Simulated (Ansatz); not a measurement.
Re: pressure as volume scale varies

Periodic Kohn-Sham DFT of a crystal at fixed atoms, scaled to volume_scale times the given cell; pressure positive in compression, energy less spherical unpolarised free atoms, largest_vzz the field gradient of largest size among the nuclei. The results are calculated, by Ansatz 0.2.0.

The cell before it is scaled or strained (space group Fm-3m, No. 225):
```
CELL_PARAMETERS angstrom
0.00000 1.97500 1.97500
1.97500 0.00000 1.97500
1.97500 1.97500 0.00000
ATOMIC_POSITIONS crystal
Re 0.00000 0.00000 0.00000
```

Settings of every row: method all-electron PAW; functional LDA; relativity scalar; k mesh 14x14x14; filling fermi-dirac; smearing width 0.03 eV; nucleus gaussian.

Atom start moment: 0 on all atoms.

Limits: cell far from its zero-pressure volume; no spin-orbit coupling on heavy atoms.

```csv
row,volume scale,V (Å³/atom),pressure (GPa)
1,0.94,14.483,-3.06
2,0.9405,14.491,-3.264
3,0.96,14.791,?
4,0.98,15.099,-17.683
5,0.99,15.253,-20.843
6,1,15.407,-23.822
7,1.01,15.562,-26.632
8,1.02,15.716,-29.28
9,1.04,16.024,-34.129
```

Question: what pressure should row 3 give?

Worked fit of pressure. Take u = (V_r/V)^(2/3) − 1 with V_r = 15.33 Å³ an atom, which is twice the finite (Eulerian) strain; such expansions in the strain, on which the Birch-Murnaghan equation of state is built, carry the rest volume and the bulk modulus. The shown rows have u = 0.03862, 0.03824, 0.01017, 0.00336, -0.00333, -0.00996, -0.01644, -0.02909. Least squares give pressure = −22.3492 + 445.366 × u + 1401.66 × u² GPa; a straight line predicts inner rows, each left out in turn, worse (root mean square 0.69 against 0.012 GPa). The rows lie off it by -0.001, 0.005, -0.008, -0.006, -0.005, 0.014, 0.012, -0.010 (root mean square 0.0086 GPa). The withheld row has u = 0.02415, so the fit gives −22.3492 + 445.366 × (0.02415) + 1401.66 × (0.02415)² = -10.776 GPa.

The calculation gave -10.788 GPa. The fit lies 0.012 GPa (0.039 % of the column's range) above it; its largest miss of a shown row is 0.014 GPa.
